**(3p1/2)² against the 3p² average along the silicon sequence**

The table holds the energy and size differences between (3p1/2)² and the nl average from Dirac-Coulomb Hartree-Fock, with ζ and F2 from non-relativistic Hartree-Fock, for 14-electron ions from Si to Cr¹⁰⁺. The program tests the first-order formula D = 0.08 F2 − 2ζ on the nine known rows and splits its misfit in V⁹⁺ with frozen Dirac orbitals. It then extrapolates from those rows alone to Si and P⁺, with error bars and a back-test. The formula gives every sign but lies up to 0.09 eV too high. The predicted energy differences are within about 0.002 eV of the computed ones, while the size changes fall about 1.1 bars above the predictions.

Dirac-Coulomb Hartree-Fock with a Fermi nucleus (B-spline radial code 1, basis limit) for spherical [Ne] 3s2 3p2 atoms and ions, averaged over the nl configuration or over the jj configuration that fills j = l − 1/2 first. ζ = (α²/2)<(1/r) dV/dr>, without exchange, and F2 are from non-relativistic configuration-average Hartree-Fock with a point nucleus.

## Program and output

```python
# Table: 14-electron ions, 3s2 3p2, B-spline atomic code. Dirac-Coulomb HF energy and sum <r^2> of (3p1/2)^2
# against the nl average; zeta and F2 from non-relativistic HF. Tested: D = 0.08 F2 - 2 zeta, and a
# screened-hydrogenic extrapolation from the known rows to the withheld ones.
T = {
    'ion': ['Si', 'P+', 'S2+', 'Cl3+', 'Ar4+', 'K5+', 'Ca6+', 'Sc7+', 'Ti8+', 'V9+', 'Cr10+'],
    'Z': [14, 15, 16, 17, 18, 19, 20, 21, 22, 23, 24],
    'charge': [0, 1, 2, 3, 4, 5, 6, 7, 8, 9, 10],  # e
    'jj_cfg': ['(3p1/2)2', '(3p1/2)2', '(3p1/2)2', '(3p1/2)2', '(3p1/2)2', '(3p1/2)2', '(3p1/2)2', '(3p1/2)2', '(3p1/2)2', '(3p1/2)2', '(3p1/2)2'],
    'lowering': [0.3129, 0.3819, 0.4177, 0.4227, 0.3945, 0.329, 0.2211, 0.0647, -0.1468, -0.4205, -0.7644],  # eV
    'r2_nl': [32.73, 20.98, 15.13, 11.6, 9.244, 7.577, 6.342, 5.396, 4.654, 4.058, 3.572],  # bohr²
    'r2_pct': [0.96, 0.41, 0.21, 0.1, 0.03, -0.02, -0.07, -0.1, -0.14, -0.17, -0.2],  # %
    'zeta': [0.01734, 0.03735, 0.06712, 0.1088, 0.1649, 0.238, 0.3309, 0.4468, 0.5888, 0.7606, 0.9658],  # eV
    'F2': [4.44, 5.849, 7.096, 8.264, 9.383, 10.47, 11.54, 12.59, 13.63, 14.66, 15.68],  # eV
}
HELD = [0, 1]  # rows withheld from the fit
import numpy as np
from scipy.constants import physical_constants as pc
Eh = pc['Hartree energy in eV'][0]
ion = T['ion']; C = {k: np.array(T[k], float) for k in ('Z', 'lowering', 'r2_nl', 'r2_pct', 'zeta', 'F2')}
Z, D, ze, F, P = C['Z'], C['lowering'], C['zeta'], C['F2'], C['r2_pct']
kn = np.array([i not in HELD for i in range(len(Z))]); K = np.where(kn)[0]
D1 = 0.08*F - 2*ze; kf = (0.08*F - D)/(2*ze)
ab = lambda m: np.linalg.lstsq(np.c_[F[m], -ze[m]], D[m], rcond=None)[0]
a, b = ab(kn)
print("ion: D, 0.08F2, 2zeta, first order, D - first order, D - two-constant fit (eV); k; zeta/F2; mixed minus (p1/2)^2 (eV)")
for i in K:
    print(f"{ion[i]}: {D[i]:+.4f} {0.08*F[i]:.4f} {2*ze[i]:.4f} {D1[i]:+.4f} {D[i]-D1[i]:+.4f} {D[i]-a*F[i]+b*ze[i]:+.4f}; {kf[i]:.3f}; {ze[i]/F[i]:.4f}; {1.5*ze[i]-0.1*F[i]:+.3f}")
print(f"two-constant fit D = {a:.4f} F2 - {b:.3f} zeta; rounding of inputs gives up to 0.0005 eV; r2 change rounded to 0.005 %")
print(f"growth {ion[K[0]]} to {ion[K[-1]]}: zeta x{ze[K[-1]]/ze[K[0]]:.1f}, F2 x{F[K[-1]]/F[K[0]]:.2f}; thresholds zeta/F2 = 0.0400 (D = 0), {1/15:.4f} (mixed crossing)")
def cross(y):
    j = [i for i in K[:-1] if y[i] > 0 > y[i+1]][0]
    return Z[j] + y[j]/(y[j] - y[j+1])
print(f"interpolated zero at Z: D {cross(D):.2f}, first order {cross(D1):.2f}, r2 change {cross(P):.1f}")
for i in (K[0], K[-1]):
    o = -0.2*np.sqrt(2)*F[i]; w, v = np.linalg.eigh([[D1[i], o], [o, 0.28*F[i] + ze[i]]])
    print(f"J=0 two-level model {ion[i]}: lowest level {w[0]:+.3f} eV from average, weight of (p1/2)^2 {v[0,0]**2:.3f} (LS limit 0.667, jj limit 1)")
# V9+, further results of the same nl-average Dirac run: 3p orbital energies, Slater integrals (eV), <r^2>
iv = ion.index('V9+'); de = (8.377773 - 8.333543)*Eh
V11, V13, V33 = 28.77175, 28.69434 - 14.68669/10, 28.61779 - 14.65813/15
dh = de + (V11/5 + 4*V13/5) - (2*V13/5 + 3*V33/5)
Dfr = -4/3*dh + V11 - (V11 + 8*V13 + 6*V33)/15
print(f"V9+: 3p splitting {de:.3f} eV, zeta from it {de/1.5:.3f} eV ({100*(de/1.5/ze[iv]-1):+.1f} %), formula with it {0.08*F[iv]-de/0.75:+.3f} eV")
print(f"V9+: first order {D1[iv]:+.4f}, frozen Dirac orbitals {Dfr:+.4f} (step {Dfr-D1[iv]:+.4f}), computed {D[iv]:+.4f} (step {D[iv]-Dfr:+.4f}) eV")
print(f"V9+: r2 change with frozen orbitals {100*4/3*(0.8313262-0.8399614)/C['r2_nl'][iv]:+.2f} %, computed {P[iv]:+.2f} %")
# Gaunt energies (hartree) of the same runs, jj minus nl
print(f"Gaunt difference, not in D: Sc7+ {(0.242791-0.2415654)*Eh:+.3f} eV, Ti8+ {(0.2845803-0.2830445)*Eh:+.3f} eV")
assert np.all(D[kn & (Z <= 21)] > 0) and np.all(D[kn & (Z >= 22)] < 0)
assert np.all((D - D1)[kn] < 0) and np.all(np.sign(D1[kn]) == np.sign(D[kn]))
assert D[iv] < Dfr < D1[iv]
assert np.all((ze/F)[kn] < 1/15)
def ext(m, y, p, s, z):  # y^p = a + b Z + c/(Z - s); returns value at z and largest residual
    A = lambda x: np.c_[np.ones_like(x), x, 1/(x - s)]
    back = (lambda u: u) if p == 1 else (lambda u: u**(1/p))
    c = np.linalg.lstsq(A(Z[m]), y[m] if p == 1 else y[m]**p, rcond=None)[0]
    return back(A(np.array([z])) @ c)[0], np.abs(back(A(Z[m]) @ c) - y[m]).max()
S = {'F2': (1, (10, 11, 12), 'eV'), 'zeta': (0.25, (10, 11, 12), 'eV'),
     'r2_nl': (-0.5, (10, 11, 12), 'bohr^2'), 'r2_pct': (1, (12, 12.5, 13), '%')}
def forecast(m, z):
    out, val = {}, {}
    for k, (p, ss, u) in S.items():
        r = [ext(m, C[k], p, s, z) for s in ss]; val[k] = np.array([x[0] for x in r])
        out[k] = (r[1][0], np.abs(val[k] - r[1][0]).max() + r[1][1])
    aa, bb = ab(m); kk = np.array([ext(m, kf, 1, s, z)[0] for s in (10, 11, 12)])
    A_, B_ = aa*val['F2'] - bb*val['zeta'], 0.08*val['F2'] - 2*kk*val['zeta']
    c = (A_[1] + B_[1])/2
    out['lowering'] = (c, np.abs(np.r_[A_, B_] - c).max() + np.abs(D[m] - aa*F[m] + bb*ze[m]).max())
    return out
for k, (p, ss, u) in S.items():
    print(f"largest fit residual {k} ({u}) at s = {ss}: " + ", ".join(f"{ext(kn, C[k], p, s, 16.)[1]:.4f}" for s in ss))
for i in (K[1], K[0]):
    f = forecast(kn & (Z >= 18), Z[i])
    print(f"back-test {ion[i]} from Z >= 18, computed - predicted (bar): " + ", ".join(f"{k} {C[k][i]-f[k][0]:+.4f} ({f[k][1]:.4f})" for k in f))
for i in HELD:
    f = forecast(kn, Z[i])
    for k in f:
        u = S[k][2] if k in S else 'eV'; d = C[k][i] - f[k][0]
        print(f"{ion[i]} {k} ({u}): predicted {f[k][0]:.4f} +- {f[k][1]:.4f}, computed {C[k][i]:.4f}, miss {d:+.4f} = {abs(d)/f[k][1]:.2f} bars")
    Da = a*F[i] - b*ze[i]
    print(f"{ion[i]} with computed F2, zeta: first order {D1[i]:.4f} (D - it {D[i]-D1[i]:+.4f}), two-constant fit {Da:.4f} (D - it {D[i]-Da:+.4f}) eV; k {kf[i]:.3f}; zeta/F2 {ze[i]/F[i]:.4f}")
```

Output:

```
ion: D, 0.08F2, 2zeta, first order, D - first order, D - two-constant fit (eV); k; zeta/F2; mixed minus (p1/2)^2 (eV)
S2+: +0.4177 0.5677 0.1342 +0.4334 -0.0157 +0.0004; 1.117; 0.0095; -0.609
Cl3+: +0.4227 0.6611 0.2176 +0.4435 -0.0208 -0.0002; 1.096; 0.0132; -0.663
Ar4+: +0.3945 0.7506 0.3298 +0.4208 -0.0263 -0.0003; 1.080; 0.0176; -0.691
K5+: +0.3290 0.8376 0.4760 +0.3616 -0.0326 -0.0001; 1.068; 0.0227; -0.690
Ca6+: +0.2211 0.9232 0.6618 +0.2614 -0.0403 -0.0002; 1.061; 0.0287; -0.658
Sc7+: +0.0647 1.0072 0.8936 +0.1136 -0.0489 +0.0002; 1.055; 0.0355; -0.589
Ti8+: -0.1468 1.0904 1.1776 -0.0872 -0.0596 +0.0002; 1.051; 0.0432; -0.480
V9+: -0.4205 1.1728 1.5212 -0.3484 -0.0721 +0.0002; 1.047; 0.0519; -0.325
Cr10+: -0.7644 1.2544 1.9316 -0.6772 -0.0872 -0.0003; 1.045; 0.0616; -0.119
two-constant fit D = 0.0783 F2 - 2.063 zeta; rounding of inputs gives up to 0.0005 eV; r2 change rounded to 0.005 %
growth S2+ to Cr10+: zeta x14.4, F2 x2.21; thresholds zeta/F2 = 0.0400 (D = 0), 0.0667 (mixed crossing)
interpolated zero at Z: D 21.31, first order 21.57, r2 change 18.6
J=0 two-level model S2+: lowest level -0.921 eV from average, weight of (p1/2)^2 0.687 (LS limit 0.667, jj limit 1)
J=0 two-level model Cr10+: lowest level -3.024 eV from average, weight of (p1/2)^2 0.781 (LS limit 0.667, jj limit 1)
V9+: 3p splitting 1.204 eV, zeta from it 0.802 eV (+5.5 %), formula with it -0.432 eV
V9+: first order -0.3484, frozen Dirac orbitals -0.4081 (step -0.0597), computed -0.4205 (step -0.0124) eV
V9+: r2 change with frozen orbitals -0.28 %, computed -0.17 %
Gaunt difference, not in D: Sc7+ +0.033 eV, Ti8+ +0.042 eV
largest fit residual F2 (eV) at s = (10, 11, 12): 0.0021, 0.0035, 0.0062
largest fit residual zeta (eV) at s = (10, 11, 12): 0.0002, 0.0007, 0.0013
largest fit residual r2_nl (bohr^2) at s = (10, 11, 12): 0.0025, 0.0051, 0.0122
largest fit residual r2_pct (%) at s = (12, 12.5, 13): 0.0065, 0.0058, 0.0050
back-test Cl3+ from Z >= 18, computed - predicted (bar): F2 +0.0082 (0.0086), zeta +0.0003 (0.0004), r2_nl +0.0018 (0.0129), r2_pct +0.0031 (0.0059), lowering +0.0000 (0.0004)
back-test S2+ from Z >= 18, computed - predicted (bar): F2 +0.0227 (0.0278), zeta +0.0007 (0.0009), r2_nl -0.0165 (0.0766), r2_pct +0.0201 (0.0122), lowering +0.0005 (0.0010)
Si F2 (eV): predicted 4.3878 +- 0.1838, computed 4.4400, miss +0.0522 = 0.28 bars
Si zeta (eV): predicted 0.0163 +- 0.0024, computed 0.0173, miss +0.0010 = 0.42 bars
Si r2_nl (bohr^2): predicted 32.9960 +- 1.9175, computed 32.7300, miss -0.2660 = 0.14 bars
Si r2_pct (%): predicted 0.7609 +- 0.1830, computed 0.9600, miss +0.1991 = 1.09 bars
Si lowering (eV): predicted 0.3107 +- 0.0116, computed 0.3129, miss +0.0022 = 0.19 bars
Si with computed F2, zeta: first order 0.3205 (D - it -0.0076), two-constant fit 0.3120 (D - it +0.0009) eV; k 1.220; zeta/F2 0.0039
P+ F2 (eV): predicted 5.8317 +- 0.0386, computed 5.8490, miss +0.0173 = 0.45 bars
P+ zeta (eV): predicted 0.0368 +- 0.0013, computed 0.0374, miss +0.0005 = 0.39 bars
P+ r2_nl (bohr^2): predicted 21.0424 +- 0.1884, computed 20.9800, miss -0.0624 = 0.33 bars
P+ r2_pct (%): predicted 0.3802 +- 0.0262, computed 0.4100, miss +0.0298 = 1.13 bars
P+ lowering (eV): predicted 0.3812 +- 0.0022, computed 0.3819, miss +0.0007 = 0.32 bars
P+ with computed F2, zeta: first order 0.3932 (D - it -0.0113), two-constant fit 0.3811 (D - it +0.0008) eV; k 1.152; zeta/F2 0.0064
```
